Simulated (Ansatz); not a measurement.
Ca: pressure against volume per atom

Equation of state of a cubic crystal from periodic Kohn-Sham density functional theory without spin; pressure corrected for the finite basis. The results are calculated, by Ansatz 0.2.0 development build.

Cell of the first row (space group Fm-3m, No. 225):
```
CELL_PARAMETERS angstrom
0.00000 2.70690 2.70690
2.70690 0.00000 2.70690
2.70690 2.70690 0.00000
ATOMIC_POSITIONS crystal
Ca 0.00000 0.00000 0.00000
```

Settings of every row: formula Ca; structure type fcc; functional PBE; spin treatment none; k mesh 34x34x34; occupation method fermi-dirac; occupation width 0.061225619 eV; wave cutoff 420 eV; datasets soft-1 PAW; density cutoff ratio 4.

| row | volume per atom (Å³) | pressure (GPa) | energy above lowest point (meV/atom) |
| --- | --- | --- | --- |
| 1 | 39.67 | 1.181 | 8.89 |
| 2 | 40.514 | 0.752 | 3.82 |
| 3 | 41.358 | 0.357 | 0.91 |
| 4 | 42.202 | ? | ? |
| 5 | 43.046 | -0.339 | 0.92 |
| 6 | 43.89 | -0.644 | 3.52 |
| 7 | 44.734 | -0.924 | 7.66 |

Question: what pressure should row 4 give?

Worked fit of pressure. Take u = (V_r/V)^(2/3) − 1 with V_r = 42.202 Å³ an atom, which is twice the finite (Eulerian) strain; such expansions in the strain, on which the Birch-Murnaghan equation of state is built, carry the rest volume and the bulk modulus. The shown rows have u = 0.04211, 0.02759, 0.01356, -0.01311, -0.02581, -0.0381. Least squares give pressure = −0.0058 + 26.045 × u + 50.92 × u² GPa; a straight line predicts inner rows, each left out in turn, worse (root mean square 0.03 against 0.00057 GPa). The rows lie off it by 0.000, 0.000, 0.000, -0.001, 0.000, 0.000. The pressure vanishes at u = 0.0002, or V = 42.19 Å³ an atom, and there the bulk modulus at fixed shape and fractions is B = −V dP/dV = (2/3)(1 + u) dP/du = 17.4 GPa. The withheld row has u = 0, so the fit gives −0.0058 + 26.045 × (0) + 50.92 × (0)² = -0.006 GPa.

The calculation gave -0.006 GPa. The fit meets it to the printed digit.

The other values of row 4: energy above lowest point 0 meV/atom.
